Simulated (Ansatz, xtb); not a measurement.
## Two isomers of BrFGaH3Si

Structure a: `[F][Ga]([SiH3])[Br]`, a singlet. Structure b: `F[SiH2][GaH][Br]`, a singlet. Both are isolated molecules in the gas phase, relaxed with PBE0-D3(BJ)/def2-SVP; the shapes shown needn't be the lowest conformers.

a (Å):

```xyz
7

Br   -1.5742    0.3792   -1.7653
F     1.5684    0.9839   -0.7243
Ga    0.0833    0.2089   -0.2023
Si   -0.0531   -0.8702    1.9290
H     0.2637    0.1282    2.9925
H     0.9471   -1.9777    1.9673
H    -1.4280   -1.4124    2.1247
```

b (Å):

```yaml
atoms:
  - { symbol: Br, position_ang: [-2.1720, 0.2071, -0.2802] }
  - { symbol: F, position_ang: [1.9198, -2.9585, -1.3991] }
  - { symbol: Ga, position_ang: [-1.1072, -1.8198, -0.5844] }
  - { symbol: Si, position_ang: [1.1976, -1.5074, -1.1939] }
  - { symbol: H, position_ang: [1.9311, -0.7681, -0.1244] }
  - { symbol: H, position_ang: [1.3064, -0.7471, -2.4741] }
  - { symbol: H, position_ang: [-2.0139, -3.0726, -0.3565] }
```

Estimate which is lower in electronic energy at CCSD(T)/def2-SVP + ΔMP2/def2-TZVPP, and by roughly how much.

Not settled: CCSD(T)/def2-SVP + ΔMP2/def2-TZVPP gives E(b) − E(a) = −0.152 eV, but this leans on the basis-set step: CCSD(T) alone gives +0.102 eV.

The same difference at several levels:

```
                             level              geometry  E(b) − E(a) (eV)  departure from the last row (eV)  job, with rough time for the two
                          GFN2-xTB              GFN2-xTB              +0.798                            +0.949              optimisation, 0.23 s
                         HF/STO-3G              GFN2-xTB              +0.243                            +0.394                 single point, 3 s
                r2SCAN-D4/def2-SVP              GFN2-xTB              +0.136                            +0.288               single point, 5.6 s
              PBE0-D3(BJ)/def2-SVP  PBE0-D3(BJ)/def2-SVP              +0.025                            +0.176                optimisation, 87 s
                       HF/def2-SVP  PBE0-D3(BJ)/def2-SVP              −0.033                            +0.118           part of the CCSD(T) run
                      MP2/def2-SVP  PBE0-D3(BJ)/def2-SVP              +0.099                            +0.250           part of the CCSD(T) run
                  CCSD(T)/def2-SVP  PBE0-D3(BJ)/def2-SVP              +0.102                            +0.254                      single point
CCSD(T)/def2-SVP + ΔMP2/def2-TZVPP  PBE0-D3(BJ)/def2-SVP              −0.152                                                  single point, 39 s
```

As drawn, b has 1 F–Si, 1 Ga–H in place of 1 F–Ga, 1 Si–H.

GFN2-xTB, HF/STO-3G, r2SCAN-D4/def2-SVP, PBE0-D3(BJ)/def2-SVP, MP2/def2-SVP, CCSD(T)/def2-SVP put the two in the other order. The largest departure from CCSD(T)/def2-SVP + ΔMP2/def2-TZVPP is that of GFN2-xTB, 0.949 eV. A small imaginary or near-zero mode remains, so no thermal terms are given. The last row adds to CCSD(T) the change of the MP2 difference between the two basis sets, here −0.254 eV, a large step that makes the value less sure.

The correlated steps freeze 24 core orbitals; the filled d shell of Br and Ga is correlated, in a basis made for valence electrons. Run with Ansatz 0.2.0, xtb 6.7.1; the last row on 2 threads of AMD EPYC 7R43 64-Core Processor (Zen 3) on a shared host.

The two isomers are close in energy, and their order is not established. Both keep the Ga–Br and Ga–Si bonds, so the difference is mainly the cost of exchanging fluorine and hydrogen between the two centres. Silicon forms a very strong, polar bond to fluorine, which favours b, but b also gives up a Si–H bond for a weaker Ga–H bond. These contributions largely cancel, leaving a small remainder that is sensitive to how evenly the method describes the two polar fluorides.

In the smaller basis, MP2 and CCSD(T) nearly coincide at +0.099 and +0.102 eV, so correlation beyond MP2 matters little to the difference there. Hartree–Fock in the same basis gives −0.033 eV, so correlation as a whole shifts the balance towards a. Enlarging the basis shifts it back towards b, probably because the Si–F and Ga–F bonds gain unequally from added polarisation functions. The MP2 step alone doesn't show how much of that shift is already present at the Hartree–Fock level.
